Rydberg levels of lithium against a constant quantum defect

The computed levels below are approximations; only the measured column stands for lithium itself. The splittings between the two j levels of a shell, 0.04 meV or less as measured, lie under the 0.5 meV rounding, and the screened spin-orbit term overshoots them, so they are not interpreted. Koopmans is the binding energy in the frozen Hartree-Fock field of Li+. Second order and EOM-CCSD add the response of the core, and agree within 2 meV in every row. This is not an independent check, since the EOM-CCSD column includes a second-order correction for the cut virtual space.

Binding energies of one electron added to Li+ (1s²), computed with PySCF 2.14.0 in an even-tempered 18s11p8d3f Gaussian basis, with the X2C one-electron Hamiltonian and screened-nucleus spin-orbit coupling. Second order refers to the self-energy, and EOM-CCSD (electron attachment) is corrected in second order for the cut virtual space. Measured values are from NIST.

```
level  Koopmans (eV)  second order (eV)  EOM-CCSD, corrected (eV)  EOM-CCSD less Koopmans (eV)  measured (eV)
2s1/2          5.342              5.385                     5.387                        0.045        5.39171
2p1/2          3.500              3.536                     3.538                        0.037         3.5439
2p3/2          3.500              3.536                     3.537                        0.037        3.54386
3s1/2          2.007              2.016                     2.016                        0.009        2.01859
3d3/2          1.507              1.507                     1.507                        0.001        1.51312
3d5/2          1.507              1.507                     1.507                        0.001        1.51311
3p1/2          1.506              1.519                     1.519                        0.013        1.55744
3p3/2          1.506              1.519                     1.519                        0.013        1.55743
```

(a) Set up a smooth model for the series and find its own error.

Solution. Outside the 1s² core the electron sees −1/r. Inside it sees more of the nucleus, exchange with the 1s electron of like spin attracts it, and it polarises the core. These terms are short-ranged, and there the binding energy is small against the potential, so the inner wavefunction keeps nearly the same shape for each n. The result is a nearly fixed shift of the quantum number:

E = Ry/n*², n* = n − δ(l)

The defect δ falls with l, as the centrifugal barrier keeps the electron off the core: the measured values are 0.41 for 2s, 0.041 for 2p and 0.0015 for 3d. For p and d it cannot be negative in a complete basis, because the frozen-core field only adds attraction to hydrogen's. Taking δ from n = 2 predicts n = 3 with no n = 3 row fitted; for 3d the reference is hydrogen, Ry/9 = 1.5117 eV.

On the measured column, with the reduced-mass Ry, 3s lies 11.9 meV below the prediction, 3p 4.0 meV above and 3d 1.5 meV above. These are the errors of the model itself: δ drifts from 0.4115 to 0.4039 for s and from 0.0407 to 0.0445 for p, because the inner shape depends slightly on energy.

(b) Which computed rows break the pattern, and by how much?

Solution. For p at EOM-CCSD, Ry = 4 × 3.4014 = 13.6056 eV, and 2p1/2 gives δ = 0.0390. Then

E(3p) = 13.6056/(3 − 0.0390)² = 1.5518 eV

The table has 1.519 eV, 32.8 meV less, where the measured level lies 4.0 meV above its own prediction. Against the NIST value the shortfall is 38.4 meV, or 2.5% of the binding. At Koopmans level the break is already 34.7 meV and δ is −0.0057, which the argument of (a) forbids. Koopmans also puts 3p 1 meV below 3d in binding, while the measured 3p is bound by 44.3 meV more.

Both 3d rows are the second break. They lie 4.7 meV below Ry/9 at all three levels and 6.1 meV below the measured values.

The 3s row is no break. It misses the prediction by 12.0 meV (Koopmans) and 13.5 meV (EOM-CCSD), much as the measured level does, so the calculation reproduces the real drift of δ.

(c) Is the cause missing correlation or the basis, and what remains once it is removed?

Solution. Missing correlation does not fit 3p. The shift EOM-CCSD less Koopmans arises near the core, where the valence density scales as n*⁻³. Scaling from n = 2 gives 10.3 meV for 3s (table 9) and 10.8 meV for 3p (table 13). The 3p shift is thus slightly large, not small, and the gap to the measured level is about three times the whole shift, far more than correlation could plausibly be missing.

Further output of the same calculation gives the smallest Gaussian exponents as 0.0085 bohr⁻² for s and 0.011 for p and d. A basis that ends too early squeezes an orbital and, by the variational principle, underbinds it. The program whose output is printed below solves nonrelativistic frozen-core Hartree-Fock in that basis, where it returns the Koopmans column to rounding, and then in larger ones. Three added diffuse functions bind 3p by 38.3 meV more, and a dense basis by 38.9 meV, while ⟨r⟩ grows from 10.80 to 12.19 bohr. For 3d the shifts are 4.5 and 5.1 meV, for 3s 0.6 and 1.2 meV, for 2s and 2p 0.1 meV at most. In the dense basis 3p is bound by 1.5448 − 1.5119 eV, 33 meV, more than 3d, and both defects are positive. The numbers thus show that the diffuse end of the basis causes both breaks at Hartree-Fock level. The computed 3p and 3d levels of the table therefore cannot stand in for lithium's. That 3p suffers most is plausible from size: it is the largest orbital, 12.19 bohr against 10.50 for 3d and 10.20 for 3s, and 3s also has the smaller exponent and the faster-decaying tail. A d Gaussian also reaches farther out than a p Gaussian of the same exponent, which helps 3d. An n = 4 level, larger still, should be expected to fail worse in this basis than the n = 3 level of the same l, though none was run.

Adding the dense-basis shift to EOM-CCSD, which assumes that basis and correlation effects add, and removing the 78 ppm mass effect from the measured values leaves −5.0 meV (2s), −6.1 (2p), −1.6 (3s), +0.3 (3p) and −1.1 (3d). The near zero for 3p is probably partly cancellation. A squeezed orbital has too much density at the core, and a shift of 10.8 meV in place of 13 would leave about −2 meV, in line with 3s.

The remainder at n = 2 is not a fault of the Hartree-Fock basis. The shifts needed are 50 meV for 2s and 44 for 2p, against 45 and 37 computed. Incomplete correlation is the likely cause: further output shows that 50% and 57% of these shifts come from the second-order patch for the cut virtual space. The calculation cannot separate an error of this patch from missing angular functions, from higher excitations or from the absent Breit and QED terms, though the Breit and QED terms should be much smaller at Z = 3.

For 3d, which hardly touches the core, the shift is long-range polarisation:

ΔE = α⟨r⁻⁴⟩/2

With α(Li+) ≈ 0.19 atomic units, a rough recalled value, and hydrogenic 3d, this is 1.4 meV; the measured level lies 1.3 meV above dense Hartree-Fock. Further output gives only 0.6 ± 0.1 meV. The core dipole couples d to p with angular weight 2/5 and to f with 3/5, and the run's f exponents start at 2 bohr⁻², far too tight for this orbit. The p channel alone would give 0.4 × 1.4 ≈ 0.6 meV. The basis thus all but closes the f channel, and the match suggests that this explains most of the missing shift. A run with diffuse f functions would test it.

The analysis program printed:

```
Ry/4 3.4014, Ry/9 1.5117 eV; reduced mass lowers by 78 ppm; rounding floor 0.5 meV (delta +-0.0005 at n=3)
level  delta koop/eom/meas | minus meas (meV) koop, second, eom | corr*n*^3 (eV)
2s1/2 +0.4041 +0.4108 +0.4115 | -49.7 -6.7 -4.7 | 0.180
2p1/2 +0.0284 +0.0390 +0.0407 | -43.9 -7.9 -5.9 | 0.278
2p3/2 +0.0284 +0.0387 +0.0407 | -43.9 -7.9 -6.9 | 0.278
3s1/2 +0.3963 +0.4021 +0.4039 | -11.6 -2.6 -2.6 | 0.157
3d3/2 -0.0047 -0.0047 +0.0015 | -6.1 -6.1 -6.1 | 0.027
3d5/2 -0.0047 -0.0047 +0.0015 | -6.1 -6.1 -6.1 | 0.027
3p1/2 -0.0057 +0.0072 +0.0445 | -51.4 -38.4 -38.4 | 0.336
3p3/2 -0.0057 +0.0072 +0.0444 | -51.4 -38.4 -38.4 | 0.336
n=3 minus prediction from n=2 defect (3d: minus hydrogenic), meV: koop, eom, meas
3s1/2 -12.0 -13.5 -11.9
3p1/2 -34.7 -32.8 +4.0
3d3/2 -4.7 -4.7 +1.5
3p minus 3d (meV): koop -1.0, eom +12.0, meas +44.3
corr 3s1/2: table 9, n*^-3 from 2s1/2 10.3 meV
corr 3p1/2: table 13, n*^-3 from 2p1/2 10.8 meV
own HF (eV): koop table | run basis, +3 diffuse, dense | shift diffuse, dense (meV) | <r> run, dense (bohr)
2s1/2 5.342 | 5.3416 5.3416 5.3417 | +0.0 +0.1 | 3.87 3.87
2p1/2 3.500 | 3.5003 3.5003 3.5004 | +0.0 +0.1 | 4.80 4.80
3s1/2 2.007 | 2.0069 2.0075 2.0081 | +0.6 +1.2 | 10.14 10.20
3p1/2 1.506 | 1.5060 1.5443 1.5448 | +38.3 +38.9 | 10.80 12.19
3d3/2 1.507 | 1.5068 1.5113 1.5119 | +4.5 +5.1 | 10.17 10.50
meV: eom - meas/mu | after dense shift | corr needed (meas/mu - koop - shift), corr table
2s1/2 -5.1 | -5.0 | 50.0 45
2p1/2 -6.2 | -6.1 | 44.1 37
3s1/2 -2.7 | -1.6 | 10.6 9
3p1/2 -38.6 | +0.3 | 12.7 13
3d3/2 -6.2 | -1.1 | 1.1 1
further output, corr (meV) and share from cut-space correction:
2s1/2 45.0 (50%), 2p1/2 37.1 (57%), 3s1/2 9.4 (62%), 3p1/2 13.3 (58%), 3d3/2 0.6 (28%)
3d alpha<r^-4>/2 1.42 meV; p channel 2/5: 0.57; run 0.56 +-0.10; meas/mu - dense HF 1.33
measured j splitting (meV): 2p 0.04, 3p 0.01, 3d 0.01
max |eom - second| 2 meV
```
